\section*{Solution key: a wave packet in a uniform force}

\subsection*{Problem}
A particle of mass $m$ moves on the whole line under
\begin{equation}
H(t)=\frac{p^2}{2m}-F(t)\,x .
\label{eq:H}
\end{equation}
(a) Solve the Schr\"odinger equation in momentum space. (b) Express $\psi(x,t)$ through the free packet with the same initial state, and specialise to constant $F$. (c) Verify the result by substitution. (d) Write the propagator as a product of operators and interpret its phase. (e) Compare the moments with the free ones. (f) Treat a Gaussian packet. (g) State the range of validity. (h) Give numbers for Cs atoms that fall for 100 ms.

\subsection*{Premises and conventions}
P1. The state obeys $i\hbar\,\partial_t\psi=H\psi$ with $[x,p]=i\hbar$, and $\psi(x,0)=\psi_0(x)$ is normalised on $-\infty<x<\infty$. There are no walls.

P2. The force $F(t)$ is a given real function of time, integrable over finite intervals, independent of $x$, of $p$ and of any internal state. Positive $F$ pushes towards $+x$.

P3. The Fourier convention is
\begin{equation}
\psi(x,t)=\frac{1}{\sqrt{2\pi\hbar}}\int dp\;e^{ipx/\hbar}\,\tilde\psi(p,t),
\label{eq:FT}
\end{equation}
so that $p=-i\hbar\,\partial_x$ on $\psi$ and $x=+i\hbar\,\partial_p$ on $\tilde\psi$.

P4. The steps are written for smooth, rapidly decreasing $\psi_0$. Both sides of the final formula are norm-preserving linear maps of $\psi_0$, so the formula extends by continuity to every square-integrable state. A statement about a moment presumes that the moment is finite.

The free packet $\phi(x,t)$ is the solution for $F=0$ with the same initial state, $\phi(x,0)=\psi_0(x)$:
\begin{equation}
\phi(x,t)=\frac{1}{\sqrt{2\pi\hbar}}\int dq\;e^{iqx/\hbar}\,e^{-iq^2t/2m\hbar}\,\tilde\psi_0(q).
\label{eq:free}
\end{equation}
Three functions of time recur, all zero at $t=0$:
\begin{equation}
A(t)=\int_0^tF(s)\,ds,\qquad \xi(t)=\frac1m\int_0^tA(s)\,ds,\qquad B(t)=\frac1{2m}\int_0^tA(s)^2\,ds .
\label{eq:ABxi}
\end{equation}
$A$ and $\xi$ are the momentum and position of a classical particle released at rest from the origin, and $B$ is the time integral of its kinetic energy.

\subsection*{(a) Momentum-space solution}
With $x=i\hbar\,\partial_p$ the potential term is $-i\hbar F\,\partial_p\tilde\psi$. Moving it to the left and dividing by $i\hbar$ gives
\begin{equation}
\left(\partial_t+F(t)\,\partial_p\right)\tilde\psi=-\frac{i}{\hbar}\,\frac{p^2}{2m}\,\tilde\psi .
\label{eq:pSE}
\end{equation}
The equation is of first order because the potential is linear in $x$. Set $q=p-A(t)$ and $\chi(q,t)=\tilde\psi(q+A(t),t)$. By the chain rule, at fixed $q$, $\partial_t\chi=\partial_t\tilde\psi+\dot A\,\partial_p\tilde\psi$, and $\dot A=F$ makes this the left side of \eqref{eq:pSE}. Hence
\begin{equation}
\partial_t\chi(q,t)=-\frac{i}{\hbar}\,\frac{(q+A(t))^2}{2m}\,\chi(q,t),\qquad\chi(q,0)=\tilde\psi_0(q).
\end{equation}
For each $q$ this is a linear ordinary differential equation, whose unique solution is
\begin{equation}
\chi(q,t)=\tilde\psi_0(q)\exp\left[-\frac{i}{\hbar}\int_0^t\frac{(q+A(s))^2}{2m}\,ds\right].
\label{eq:chi}
\end{equation}
Expanding the square and using \eqref{eq:ABxi} term by term,
\begin{equation}
\int_0^t\frac{(q+A)^2}{2m}\,ds=\frac{q^2t}{2m}+q\,\xi(t)+B(t).
\label{eq:split}
\end{equation}
The three terms are free dispersion, a translation and a number. The splitting is exact because the kinetic energy is quadratic in $p$.

\subsection*{(b) Position-space result}
Insert $\tilde\psi(p,t)=\chi(p-A,t)$ in \eqref{eq:FT} and change the variable to $q=p-A$, with unit Jacobian:
\begin{equation}
\psi(x,t)=e^{i(Ax-B)/\hbar}\,\frac{1}{\sqrt{2\pi\hbar}}\int dq\;e^{iq(x-\xi)/\hbar}\,e^{-iq^2t/2m\hbar}\,\tilde\psi_0(q).
\end{equation}
The integral is \eqref{eq:free} at the point $x-\xi$. Therefore, for any $F(t)$,
\begin{equation}
\psi(x,t)=\exp\left[\frac{i}{\hbar}\big(A(t)\,x-B(t)\big)\right]\phi\big(x-\xi(t),t\big).
\label{eq:main}
\end{equation}
For constant $F$ the integrals \eqref{eq:ABxi} are $A=Ft$, $\xi=Ft^2/2m$ and $B=F^2t^3/6m$, so
\begin{equation}
\psi(x,t)=\exp\left[\frac{i}{\hbar}\left(Ft\,x-\frac{F^2t^3}{6m}\right)\right]\phi\left(x-\frac{Ft^2}{2m},\,t\right).
\label{eq:const}
\end{equation}
Any initial mean position or momentum is carried by $\phi$; the functions $A$, $\xi$, $B$ do not depend on the state.

\subsection*{(c) Verification by substitution}
Let $\psi=e^{i\Theta/\hbar}\phi(y,t)$ with $\Theta=Ax-B$ and $y=x-\xi$, and regard $A$, $B$, $\xi$ as unknown. A prime denotes $\partial_y$. The time derivative at fixed $x$ is
\begin{equation}
i\hbar\,\partial_t\psi=e^{i\Theta/\hbar}\left[-(\dot Ax-\dot B)\,\phi-i\hbar\,\dot\xi\,\phi'+i\hbar\,\partial_t\phi\right].
\end{equation}
Since $-i\hbar\,\partial_x(e^{i\Theta/\hbar}f)=e^{i\Theta/\hbar}(A-i\hbar\,\partial_x)f$ and $A$ does not depend on $x$, two applications give
\begin{equation}
H\psi=e^{i\Theta/\hbar}\left[-\frac{\hbar^2}{2m}\phi''-i\hbar\,\frac{A}{m}\,\phi'+\frac{A^2}{2m}\,\phi-Fx\,\phi\right].
\end{equation}
The free equation cancels $i\hbar\,\partial_t\phi$ against $-\hbar^2\phi''/2m$. What remains is
\begin{equation}
(F-\dot A)\,x\phi+\left(\dot B-\frac{A^2}{2m}\right)\phi-i\hbar\left(\dot\xi-\frac{A}{m}\right)\phi'=0 .
\end{equation}
It holds for every free solution if and only if $\dot A=F$, $\dot\xi=A/m$ and $\dot B=A^2/2m$, because the operators $x$, $1$ and $\partial_x$ are linearly independent. The initial condition $\psi(x,0)=\phi(x,0)$ sets all three functions to zero at $t=0$, which reproduces \eqref{eq:ABxi}.

\subsection*{(d) Operator form and meaning of the phase}
Write $U_0=e^{-ip^2t/2m\hbar}$ for free evolution, $T=e^{-i\xi p/\hbar}$ for the translation $(Tf)(x)=f(x-\xi)$, and $K=e^{iAx/\hbar}$ for the momentum kick. Equation \eqref{eq:main} says
\begin{equation}
U(t)=e^{-iB/\hbar}\,K\,T\,U_0 .
\label{eq:U}
\end{equation}
The order matters. Acting on $f$, $KTf=e^{iAx/\hbar}f(x-\xi)$ while $TKf=e^{iA(x-\xi)/\hbar}f(x-\xi)$, so $KT=e^{iA\xi/\hbar}\,TK$ and
\begin{equation}
\psi(x,t)=e^{iS/\hbar}\,e^{iA(x-\xi)/\hbar}\,\phi(x-\xi,t),\qquad S=A\xi-B .
\end{equation}
$S$ is the classical action along $\xi(s)$. With $L=\tfrac12m\dot\xi^2+F\xi$, the first term integrates to $B$, and the second, by parts, to $\int_0^t\dot A\,\xi\,ds=A\xi-\int_0^tA^2/m\,ds=A\xi-2B$. The sum is $A\xi-B$. For constant force $S=F^2t^3/2m-F^2t^3/6m=F^2t^3/3m$. An answer with $+F^2t^3/3m$ is thus correct when the linear phase is written as $Ft(x-\xi)$, and $-F^2t^3/6m$ is correct when it is written as $Ftx$; mixing the two is the usual slip.

A limiting case shows what the combination of kick and translation means. An impulse at $t=0^+$ gives $A=mv$, $\xi=vt$ and $B=mv^2t/2$, and \eqref{eq:main} becomes
\begin{equation}
\psi=e^{i(mvx-mv^2t/2)/\hbar}\,\phi(x-vt,t),
\end{equation}
the Galilean transformation (boost) of a free solution. Equation \eqref{eq:main} is its extension to a velocity $v(t)=A/m$ that changes in time: in the frame $y=x-\xi(t)$ the inertial force $-m\ddot\xi$ cancels $F$, and the particle is free.

\subsection*{(e) Moments}
\paragraph{Position.} The prefactor in \eqref{eq:main} has modulus one, so
\begin{equation}
|\psi(x,t)|^2=|\phi(x-\xi,t)|^2 .
\end{equation}
Substituting $x=y+\xi$ gives $\langle x\rangle=\langle x\rangle_{\rm free}+\xi$, and then
\begin{equation}
\mu_n=\int dx\,(x-\langle x\rangle)^n|\psi|^2=\int dy\,(y-\langle x\rangle_{\rm free})^n|\phi(y,t)|^2=\mu_n^{\rm free}(t)
\end{equation}
for every $n$ for which the integral exists. The shape of the density is the free one even when no moment exists.

\paragraph{Momentum.} From \eqref{eq:chi}, $|\tilde\psi(p,t)|^2=|\tilde\psi_0(p-A)|^2$. The mean grows by $A(t)$ and all central moments of $p$ keep their initial values, as they do for a free particle.

\paragraph{Mixed moments.} The elementary relations are $K^\dagger pK=p+A$, $T^\dagger xT=x+\xi$ and $U_0^\dagger xU_0=x+pt/m$; $K$ commutes with $x$, and $T$ and $U_0$ commute with $p$. With \eqref{eq:U},
\begin{equation}
x_H=U^\dagger xU=x+\frac{pt}{m}+\xi(t),\qquad p_H=U^\dagger pU=p+A(t).
\label{eq:Heis}
\end{equation}
The force adds only multiples of the identity, which drop out of $\delta x_H=x_H-\langle x_H\rangle$ and $\delta p_H=p_H-\langle p_H\rangle$. Every product of these operators, in any order, has its free expectation value. Since \eqref{eq:Heis} is an operator identity, this holds for a density operator as well as for a pure state. Squaring $\delta x_H=\delta x+\delta p\,t/m$,
\begin{equation}
\sigma_x^2(t)=\sigma_x^2(0)+\frac{2C_0t}{m}+\frac{\sigma_p^2t^2}{m^2},\qquad C_0=\tfrac12\langle\delta x\,\delta p+\delta p\,\delta x\rangle_0 ,
\label{eq:var}
\end{equation}
in which $F$ does not appear.

\paragraph{Phase space.} In $W(x,p)=(\pi\hbar)^{-1}\int du\,\psi^*(x+u)\,\psi(x-u)\,e^{2ipu/\hbar}$ the two prefactors combine to $e^{-2iAu/\hbar}$, so $W(x,p,t)=W_{\rm free}(x-\xi,\,p-A,\,t)$: the Wigner function is displaced rigidly along the classical path.

\paragraph{Energy check.} For constant $F$ and initial mean momentum $p_0$, the mean kinetic energy rises by $[(p_0+Ft)^2-p_0^2]/2m=p_0Ft/m+F^2t^2/2m$, and $F\langle x\rangle$ rises by $F(p_0t/m+Ft^2/2m)$. The two are equal, so $\langle H\rangle$ is conserved, as it must be.

\subsection*{(f) Gaussian packet}
Take $\psi_0=(2\pi\sigma_0^2)^{-1/4}e^{-x^2/4\sigma_0^2}$, whose transform is $\tilde\psi_0=(2\sigma_0^2/\pi\hbar^2)^{1/4}e^{-\sigma_0^2q^2/\hbar^2}$, with $\sigma_p=\hbar/2\sigma_0$ and $C_0=0$. In \eqref{eq:free} the quadratic exponent is $-aq^2$ with
\begin{equation}
a=\frac{\sigma_0^2}{\hbar^2}\left(1+\frac{it}{\tau}\right),\qquad\tau=\frac{2m\sigma_0^2}{\hbar}.
\end{equation}
For $\mathrm{Re}\,a>0$, $\int dq\,e^{-aq^2+iqx/\hbar}=\sqrt{\pi/a}\;e^{-x^2/4a\hbar^2}$ with the principal root. Collecting the constants,
\begin{equation}
\phi(x,t)=\frac{(2\pi\sigma_0^2)^{-1/4}}{\sqrt{1+it/\tau}}\exp\left[-\frac{x^2}{4\sigma_0^2(1+it/\tau)}\right].
\end{equation}
Because $\mathrm{Re}\,(1+it/\tau)^{-1}=(1+t^2/\tau^2)^{-1}$, the density of the accelerated packet is a normal distribution centred at $\xi(t)$ with
\begin{equation}
\sigma(t)=\sigma_0\sqrt{1+t^2/\tau^2},
\label{eq:sig}
\end{equation}
which agrees with \eqref{eq:var}, since $\sigma_pt/m=\sigma_0t/\tau$.

\subsection*{(g) Range of validity}
Under P1 and P2, \eqref{eq:main} is exact for all $t$, all strengths of $F$ and all initial states; no semiclassical or perturbative step was used. That $H$ is unbounded below for constant $F$ does no harm, since \eqref{eq:U} is a product of unitary operators.

\paragraph{Extensions.} In three dimensions $Ax\to\mathbf A\cdot\mathbf r$ and $A^2\to\mathbf A^2$, and the steps are unchanged. For $N$ particles with forces $m_jg(t)$ and interactions that depend only on coordinate differences, all particles share one $\xi$, the shift leaves the interaction unchanged, and part (c) goes through for each coordinate. The falling state is then the displaced state of the \emph{interacting} system at $g=0$, which is not a free packet.

\paragraph{Failures.} (i) \emph{Non-quadratic kinetic energy} $\varepsilon(p)$. Part (a) survives with $\varepsilon(q+A)$ in the exponent, and $x_H=x+\int_0^t\varepsilon'(p+A(s))\,ds$. The difference from force-free motion, $\int_0^t[\varepsilon'(p+A)-\varepsilon'(p)]\,ds$, is a number for all forces only if $\varepsilon''$ is constant. For an electron in a semiconductor band the result therefore holds only while the packet stays in the parabolic part of the band and is not scattered. (ii) \emph{Forces that differ within the ensemble}. If $F$ fluctuates from run to run, independently of the initial state, averaging \eqref{eq:Heis} gives the variance $\sigma^2_{\rm free}+\mathrm{Var}\,\xi$; internal states that feel different forces act in the same way. (iii) \emph{Walls, collisions and photon scattering} violate P1 or P2. (iv) \emph{Velocity-dependent forces}, magnetic or Coriolis, couple $p$ to the coordinates. (v) \emph{Curvature of the potential}, treated next.

\paragraph{Force gradient.} Add $V=-\tfrac12m\Gamma x^2$ to \eqref{eq:H} with $F=mg$. The Heisenberg equation $\ddot x_H=g+\Gamma x_H$ is still linear; with $\kappa=\sqrt\Gamma$,
\begin{equation}
x_H=x\cosh\kappa t+\frac{p}{m}\,\frac{\sinh\kappa t}{\kappa}+g\,\frac{\cosh\kappa t-1}{\kappa^2}.
\end{equation}
To first order in $\Gamma t^2$ the coefficient of $x$ gains the factor $1+\Gamma t^2/2$, that of $p$ the factor $1+\Gamma t^2/6$, and the centre moves by an extra
\begin{equation}
\delta\xi=\frac{g\Gamma t^4}{24}.
\label{eq:dxi}
\end{equation}
For $C_0=0$ the relative change of the width thus lies between $\Gamma t^2/6$ and $\Gamma t^2/2$. The phase is more sensitive. In the interaction picture built on \eqref{eq:U}, $V_I(s)=-\tfrac12m\Gamma(\xi(s)+z(s))^2$ with $z(s)=x+ps/m$, and to first order the initial state is acted on by $\exp[-(i/\hbar)\int_0^tV_I\,ds]$. The term without $z$ is a pure phase,
\begin{equation}
\delta\varphi=\frac{m\Gamma}{2\hbar}\int_0^t\left(\frac{gs^2}{2}\right)^2ds=\frac{m\Gamma g^2t^5}{40\hbar}.
\label{eq:dphi}
\end{equation}
The term linear in $z$ is $(m\Gamma/\hbar)\int_0^t\xi z\,ds$. For the Gaussian of part (f) the root mean square of $z(s)$ is $\sigma(s)\le\sigma(t)$, so that of this term is at most $m\Gamma gt^3\sigma(t)/6\hbar$. The quadratic term is smaller again by a factor of order $\sigma/\xi$.

\subsection*{(h) Cs atoms falling for 100 ms}
Let $x$ point downwards from the release point, so that $F=mg$. Assumed inputs, all typical values: $m=132.905$ u for $^{133}$Cs, $g=9.81\times10^{9}$ nm\,s$^{-2}$, Earth radius $R_E=6371$ km and rotation rate $\Omega=7.292\times10^{-5}$ s$^{-1}$. The time is $t=100$ ms. All results are the model's. Local $g$ typically differs from the input by up to a few tenths of a per cent, so the third and later figures of quantities that contain $g$ refer to this input only.

\paragraph{Centre and phase.} The basic combinations are $mc^2=1.238\times10^{11}$ eV, $\hbar^2/2m=1.573\times10^{-7}$ eV\,nm$^2$ and $F=1.351\times10^{-14}$ eV\,nm$^{-1}$. Then
\begin{align}
\xi&=\tfrac12gt^2=4.905\times10^{7}\ \text{nm},\\
A/\hbar&=mgt/\hbar=2.05\ \text{nm}^{-1},\qquad 2\pi\hbar/A=3.06\ \text{nm},\\
A^2/2m&=F\xi=6.63\times10^{-7}\ \text{eV}=k_B\times7.69\times10^{-3}\ \text{K},\\
B/\hbar&=mg^2t^3/6\hbar=3.36\times10^{7},\qquad S/\hbar=2B/\hbar=6.71\times10^{7}.
\end{align}
The drop $\xi$ does not depend on the mass; the wavelength and the phase do. The gained energy belongs to the motion of the centre and is no heating, since $\sigma_p$ is unchanged. $B/\hbar$ is a global phase, which shows only in interference with a component that has had another history, and three figures of $g$ do not fix it modulo $2\pi$.

\paragraph{Width of a pure packet.} Assume a minimum-uncertainty Gaussian at rest with $\sigma_0=1000$ nm and no interactions. Define a kinetic temperature by $\sigma_p^2=mk_BT$; here $T=\hbar^2/(4m\sigma_0^2k_B)=9.12\times10^{-10}$ K. Further $\tau=4.185$ ms and $t/\tau=23.89$, and \eqref{eq:sig} gives
\begin{equation}
\sigma(100\ \text{ms})=2.391\times10^{4}\ \text{nm},
\end{equation}
with or without gravity. The packet falls $\xi/\sigma=2.05\times10^{3}$ times its own final width, and the carrier of wavelength 3.06 nm leaves the envelope untouched.

\paragraph{Width of a laser-cooled cloud.} A dilute Cs cloud released from optical molasses is a mixed state, typically at a few microkelvin and some tenths of a millimetre in size, far from minimum uncertainty. Assume $T=2\times10^{-6}$ K, $\sigma_x(0)=5\times10^{5}$ nm and $C_0=0$, values chosen to reproduce that typical behaviour. Equation \eqref{eq:var} applies unchanged: $\sigma_pt/m=t\sqrt{k_BT/m}=1.12\times10^{6}$ nm and $\sigma_x(t)=1.23\times10^{6}$ nm. This is 51 times the width of the pure packet, which therefore describes only a far colder source and underestimates the size of such a cloud by about that factor.

\paragraph{Neglected terms.} For a spherical Earth $g(x)=g\,(1-x/R_E)^{-2}$, so $\Gamma=2g/R_E=3.08\times10^{-6}$ s$^{-2}$ and $\Gamma t^2=3.08\times10^{-8}$. The relative change of either width is at most $\Gamma t^2/2=1.54\times10^{-8}$, and \eqref{eq:dxi} gives $\delta\xi=0.126$ nm. Equation \eqref{eq:dphi} gives $\delta\varphi=0.16$ rad, and the bound on the linear term for the pure packet is $2.5\times10^{-4}$ rad. The gradient is irrelevant for the density, but it must be kept when the phase is wanted to better than a few tenths of a radian.

The Coriolis acceleration of the centre is $2\Omega\cos\lambda\;gs$ eastwards at latitude $\lambda$ and time $s$. Integrated twice it gives $\tfrac13\Omega gt^3\cos\lambda$, which is 238 nm at the equator, about one per cent of the pure width. Velocities relative to the centre are rotated by $2\Omega t=1.46\times10^{-5}$ rad.

A uniform gradient $b$ of the magnitude of a magnetic field adds a constant force to each Zeeman sublevel, so each obeys \eqref{eq:const} with its own $F$. A stretched ground-state sublevel has a moment of approximately $\mu_B$ (typical value) and is displaced from a field-insensitive one by $\mu_Bbt^2/2m$. This equals the pure width at $b=2m\sigma/\mu_Bt^2=1.1\times10^{-4}$ T\,m$^{-1}$. A jitter $\delta t$ of the release time displaces the centre by $gt\,\delta t$, which equals the pure width at $\delta t=24\ \mu$s. Relativistic corrections, referred to local clocks and rulers, are of relative order $(gt/c)^2=1.07\times10^{-17}$.

For the pure packet the equality of falling and free widths can therefore be seen only if the atoms occupy one sublevel, or the field gradient lies well below the value found, and the release time is reproducible to well within $24\ \mu$s. For the cloud both limits are looser by the factor 51. Under these conditions the model density after 100 ms is the free density, moved down by $4.905\times10^{7}$ nm.